**3p level, radius and Hartree energy of the silicon-like ions against a 1/Z expansion**

The table holds the 3p up eigenvalue, ⟨r⟩, ⟨1/r⟩ and the Hartree energy of the 14-electron ions Si to Ni14+ from spherical, spin-polarised, scalar-relativistic LDA-VWN5 atoms (Quantum ESPRESSO ld1.x). The program computes the terms linear in Z from unscreened hydrogenic orbitals (1.161 hartree for the level, 14.77 hartree for the Hartree energy) and fits the remaining constant and 1/Z terms to all rows. This series reproduces the level with an rms residual of 0.63 eV (0.09 eV with the linear term free), worst at Si, whereas one constant screening number misses by up to 9 eV. The output also lists screening numbers from level and radii, the Hellmann-Feynman split of each step, and the level increment, which settles at 3.09 eV against the hydrogenic 3.02 eV. The late rise of the Hartree step from 15.18 to 15.24 hartree is compared with an added α²Z³ term, which roughly halves the residual but does not prove a relativistic cause.

Silicon-like atoms and ions from Si to Ni14+, all [Ne] 3s2 (3p up)2, computed with ld1.x of Quantum ESPRESSO 7.5. The all-electron Kohn-Sham runs are scalar-relativistic and spin-polarised, with LDA (Slater exchange, VWN5 correlation), spherical densities and a point nucleus. Eigenvalues are negative for bound levels.

## The fit in Python

```python
# Table: 3p-up eigenvalue, <r>, <1/r> and Hartree energy of 14-electron ions Si..Ni14+, [Ne]3s2(3p up)2,
# Quantum ESPRESSO ld1.x, spherical all-electron LDA-VWN5, scalar-relativistic, spin-polarised.
# Tested: 1/Z expansion with linear terms computed from the hydrogenic density; constant screening; relativity size.
T = {
    'ion': ['Si', 'P+', 'S2+', 'Cl3+', 'Ar4+', 'K5+', 'Ca6+', 'Sc7+', 'Ti8+', 'V9+', 'Cr10+', 'Mn11+', 'Fe12+', 'Co13+', 'Ni14+'],
    'Z': [14, 15, 16, 17, 18, 19, 20, 21, 22, 23, 24, 25, 26, 27, 28],
    'charge': [0, 1, 2, 3, 4, 5, 6, 7, 8, 9, 10, 11, 12, 13, 14],  # e
    'eigenvalue_3p_up': [-4.6224, -15.003, -28.98, -46.312, -66.887, -90.645, -117.55, -147.57, -180.71, -216.94, -256.27, -298.68, -344.18, -392.77, -444.45],  # eV
    'mean_radius_3p_up': [2.7435, 2.1117, 1.7505, 1.5065, 1.3275, 1.1892, 1.0786, 0.9877, 0.91152, 0.84663, 0.79061, 0.74171, 0.69862, 0.66035, 0.6261],  # bohr
    'mean_inverse_radius_3p_up': [0.49306, 0.63881, 0.77321, 0.90177, 1.0267, 1.1492, 1.27, 1.3894, 1.5079, 1.6257, 1.7429, 1.8597, 1.9762, 2.0924, 2.2085],  # 1/bohr
    'hartree_energy': [132.14, 148.0, 163.56, 178.97, 194.28, 209.53, 224.74, 239.93, 255.11, 270.29, 285.47, 300.66, 315.86, 331.07, 346.31],  # hartree
}
import numpy as np
from scipy.constants import physical_constants as pc, alpha
from scipy.special import eval_genlaguerre
from scipy.integrate import cumulative_trapezoid as ct
Ha = pc['Hartree energy in eV'][0]
ion = T['ion']; Z = np.array(T['Z'], float); eV = np.array(T['eigenvalue_3p_up']); e = eV/Ha
r1 = np.array(T['mean_radius_3p_up']); ri = np.array(T['mean_inverse_radius_3p_up']); EH = np.array(T['hartree_energy'])
# hydrogenic Z=1 orbitals
r = np.geomspace(1e-5, 120, 40001)
I = lambda f: ct(f, r)[-1]
def P2(n, l):
    p = (r**(l+1)*np.exp(-r/n)*eval_genlaguerre(n-l-1, 2*l+1, 2*r/n))**2
    return p/I(p)
def VH(n):
    a = ct(n/r, r, initial=0)
    return ct(n, r, initial=0)/r + a[-1] - a
p3 = P2(3, 1); dn = P2(1, 0) + P2(2, 0) + 3*P2(2, 1) + P2(3, 0); up = dn + 2*p3
vx = lambda n: -(6/np.pi*n/(4*np.pi*r**2))**(1/3)
eH = I(p3*VH(up+dn)); eX = I(p3*vx(up)); e1 = eH + eX; h1 = 0.5*I((up+dn)*VH(up+dn))
def fit(cols, y):
    A = np.array(cols).T; c = np.linalg.lstsq(A, y, rcond=None)[0]
    return c, y - A@c
one = np.ones_like(Z)
sE = Z - np.sqrt(-18*e); sI = Z - 9*ri; sR = Z - 12.5/r1
sg = np.linspace(9, 13, 4001); s0 = sg[np.argmin([np.sum((e+(Z-s)**2/18)**2) for s in sg])]
rA = (e + (Z-s0)**2/18)*Ha
cB, rB = fit([one, 1/Z], e + Z**2/18 - e1*Z); cC, rC = fit([Z, one, 1/Z], e + Z**2/18)
cH, rH = fit([one, 1/Z], EH - h1*Z); cG, rG = fit([one, 1/Z, alpha**2*Z**3], EH - h1*Z)
print(f"hydrogenic density: e1 = {eH:.4f} (Hartree) {eX:+.4f} (exchange) = {e1:.4f} Ha, 9*e1 = {9*e1:.2f}; h1 = {h1:.3f} Ha")
print(f"A -(Z-s)^2/18: s = {s0:.3f}; B e1 computed: b = {cB[0]:.3f}, c = {cB[1]:.2f} Ha")
print(f"C e1 fitted: e1 = {cC[0]:.4f} ({100*(cC[0]/e1-1):+.1f}% vs computed), b = {cC[1]:.3f}, c = {cC[2]:.2f} Ha")
print(f"H: E_H = h1 Z {cH[0]:+.2f} {cH[1]:+.1f}/Z; G: h1 Z {cG[0]:+.2f} {cG[1]:+.1f}/Z {cG[2]:+.2f} alpha^2 Z^3 (Ha)")
print("screening from level, <1/r>, <r>; <r><1/r> (hydrogenic 1.3889); table-model: A,B,C eV; H,G Ha")
for i in range(len(Z)):
    print(f"{ion[i]:6s} {sE[i]:5.2f} {sI[i]:5.2f} {sR[i]:5.2f} {r1[i]*ri[i]:.4f} | {rA[i]:+6.2f} {rB[i]*Ha:+6.2f} {rC[i]*Ha:+6.2f} | {rH[i]:+.3f} {rG[i]:+.3f}")
for nm, x, u in [('A', rA, 'eV'), ('B', rB*Ha, 'eV'), ('C', rC*Ha, 'eV'), ('H', rH, 'Ha'), ('G', rG, 'Ha')]:
    k = np.argmax(abs(x)); print(f"{nm}: rms {np.sqrt(np.mean(x**2)):.3f}, worst {ion[k]} {x[k]:+.3f} {u};", end=' ')
print()
print("rounding: level up to 0.005 eV (increment 0.02), E_H 0.005 Ha (step 0.01)")
d = np.diff(eV); d2 = -np.diff(d); nuc = -0.5*(ri[1:]+ri[:-1])*Ha; dH = np.diff(EH); dI = np.diff(ri)
print("step to: level, its increment, -mean<1/r>, remainder (eV); step+Zmid/9 Ha; d<1/r> 1/bohr; dE_H Ha")
for i in range(len(d)):
    s = f"{d2[i-1]:5.2f}" if i else "    -"
    print(f"{ion[i+1]:6s} {d[i]:7.2f} {s} {nuc[i]:7.2f} {d[i]-nuc[i]:5.2f} | {d[i]/Ha+(Z[i]+0.5)/9:.3f} | {dI[i]:.4f} | {dH[i]:.2f}")
m = d2[-5:].mean(); zm = Z[-2]
print(f"increment: hydrogenic {Ha/9:.3f}, mean of last five {m:.3f}, excess {m-Ha/9:.3f} eV; B at Z=27 {Ha*(1/9-2*cB[1]/zm**3):.3f}, C {Ha*(1/9-2*cC[1]/zm**3):.3f}")
rel = lambda z: 12*z**2*alpha**2*1.25/162*Ha
print(f"hydrogenic relativistic 3p share of increment at Z=27 (order only): {rel(9*ri[-2]):.2f} to {rel(zm):.2f} eV")
print(f"level minus <1/r> screening: {np.min(sE-sI):.2f} to {np.max(sE-sI):.2f}; 9<1/r>: {9*ri[0]:.2f} to {9*ri[-1]:.2f}; 1/9 = {1/9:.4f}")
print(f"E_H step: smallest {dH.min():.2f}, last {dH[-1]:.2f}, rise {dH[-1]-dH.min():.2f}; last minus h1 {dH[-1]-h1:.2f} Ha")
# typed from further outputs of the same runs: 1s-up <1/r>, 3p-3p F0 (eV), 3p down-up levels (eV)
print(f"1s <1/r> minus Z: Si {13.59389-14:+.3f}, Ni14+ {28.04543-28:+.3f} 1/bohr")
print(f"F0(3p,3p)/<1/r>: Cl3+ {16.27536/Ha/ri[3]:.3f}, Co13+ {37.04329/Ha/ri[13]:.3f}, hydrogenic {9*I(p3*VH(p3)):.3f}")
sSi, sFe, sNi = 4.6224-3.2811, 344.1814-338.0097, 444.452-437.5253
print(f"3p spin splitting Si {sSi:.2f}, Ni14+ {sNi:.2f} eV; per <1/r> {sSi/ri[0]:.2f}, {sNi/ri[-1]:.2f} eV bohr")
print(f"splitting slope Fe12+ to Ni14+ {(sNi-sFe)/2:.3f}, hydrogenic exchange only {I(p3*(vx(dn)-vx(up)))*Ha:.3f} eV per Z")
assert np.all(np.diff(sE) < 0) and np.all(sE > sI)
assert np.all(d2 > Ha/9) and m < 1.05*Ha/9
assert np.all(d - nuc > 0) and np.all(dI > 1/9)
assert 0 < np.argmin(dH) < len(dH)-1 and dH[-1]-dH.min() > 0.02
```

Printed output:

```
hydrogenic density: e1 = 1.2427 (Hartree) -0.0818 (exchange) = 1.1609 Ha, 9*e1 = 10.45; h1 = 14.769 Ha
A -(Z-s)^2/18: s = 11.008; B e1 computed: b = -5.002, c = -6.74 Ha
C e1 fitted: e1 = 1.1328 (-2.4% vs computed), b = -3.864, c = -17.76 Ha
H: E_H = h1 Z -60.69 -195.3/Z; G: h1 Z -63.40 -156.6/Z +1.41 alpha^2 Z^3 (Ha)
screening from level, <1/r>, <r>; <r><1/r> (hydrogenic 1.3889); table-model: A,B,C eV; H,G Ha
Si     12.25  9.56  9.44 1.3527 |  +8.91  -1.36  -0.22 | +0.016 -0.243
P+     11.85  9.25  9.08 1.3490 |  +9.09  -0.36  +0.11 | +0.177 +0.056
S2+    11.62  9.04  8.86 1.3535 |  +8.69  +0.17  +0.16 | +0.155 +0.140
Cl3+   11.47  8.88  8.70 1.3585 |  +7.97  +0.46  +0.11 | +0.078 +0.145
Ar4+   11.35  8.76  8.58 1.3629 |  +7.02  +0.61  +0.05 | -0.019 +0.105
K5+    11.26  8.66  8.49 1.3666 |  +5.91  +0.66  -0.02 | -0.108 +0.051
Ca6+   11.18  8.57  8.41 1.3698 |  +4.68  +0.65  -0.06 | -0.181 -0.005
Sc7+   11.12  8.50  8.34 1.3723 |  +3.36  +0.58  -0.07 | -0.224 -0.051
Ti8+   11.07  8.43  8.29 1.3745 |  +1.95  +0.46  -0.08 | -0.236 -0.083
V9+    11.02  8.37  8.24 1.3764 |  +0.46  +0.31  -0.06 | -0.210 -0.096
Cr10+  10.98  8.31  8.19 1.3780 |  -1.10  +0.11  -0.04 | -0.153 -0.093
Mn11+  10.94  8.26  8.15 1.3794 |  -2.72  -0.12  -0.00 | -0.057 -0.068
Fe12+  10.91  8.21  8.11 1.3806 |  -4.40  -0.39  +0.03 | +0.074 -0.024
Co13+  10.88  8.17  8.07 1.3817 |  -6.15  -0.71  +0.05 | +0.237 +0.036
Ni14+  10.85  8.12  8.04 1.3827 |  -7.97  -1.07  +0.05 | +0.450 +0.130
A: rms 6.065, worst P+ +9.088 eV; B: rms 0.629, worst Si -1.361 eV; C: rms 0.092, worst Si -0.223 eV; H: rms 0.191, worst Ni14+ +0.450 Ha; G: rms 0.105, worst Si -0.243 Ha; 
rounding: level up to 0.005 eV (increment 0.02), E_H 0.005 Ha (step 0.01)
step to: level, its increment, -mean<1/r>, remainder (eV); step+Zmid/9 Ha; d<1/r> 1/bohr; dE_H Ha
P+      -10.38     -  -15.40  5.02 | 1.230 | 0.1457 | 15.86
S2+     -13.98  3.60  -19.21  5.23 | 1.209 | 0.1344 | 15.56
Cl3+    -17.33  3.35  -22.79  5.46 | 1.196 | 0.1286 | 15.41
Ar4+    -20.58  3.24  -26.24  5.66 | 1.188 | 0.1249 | 15.31
K5+     -23.76  3.18  -29.60  5.85 | 1.182 | 0.1225 | 15.25
Ca6+    -26.91  3.15  -32.91  6.01 | 1.178 | 0.1208 | 15.21
Sc7+    -30.02  3.11  -36.18  6.16 | 1.175 | 0.1194 | 15.19
Ti8+    -33.14  3.12  -39.42  6.28 | 1.171 | 0.1185 | 15.18
V9+     -36.23  3.09  -42.63  6.40 | 1.169 | 0.1178 | 15.18
Cr10+   -39.33  3.10  -45.83  6.50 | 1.166 | 0.1172 | 15.18
Mn11+   -42.41  3.08  -49.02  6.61 | 1.164 | 0.1168 | 15.19
Fe12+   -45.50  3.09  -52.19  6.69 | 1.161 | 0.1165 | 15.20
Co13+   -48.59  3.09  -55.36  6.77 | 1.159 | 0.1162 | 15.21
Ni14+   -51.68  3.09  -58.52  6.84 | 1.156 | 0.1161 | 15.24
increment: hydrogenic 3.023, mean of last five 3.090, excess 0.067 eV; B at Z=27 3.042, C 3.034
hydrogenic relativistic 3p share of increment at Z=27 (order only): 0.05 to 0.10 eV
level minus <1/r> screening: 2.58 to 2.73; 9<1/r>: 4.44 to 19.88; 1/9 = 0.1111
E_H step: smallest 15.18, last 15.24, rise 0.06; last minus h1 0.47 Ha
1s <1/r> minus Z: Si -0.406, Ni14+ +0.045 1/bohr
F0(3p,3p)/<1/r>: Cl3+ 0.663, Co13+ 0.651, hydrogenic 0.647
3p spin splitting Si 1.34, Ni14+ 6.93 eV; per <1/r> 2.72, 3.14 eV bohr
splitting slope Fe12+ to Ni14+ 0.377, hydrogenic exchange only 0.377 eV per Z
```
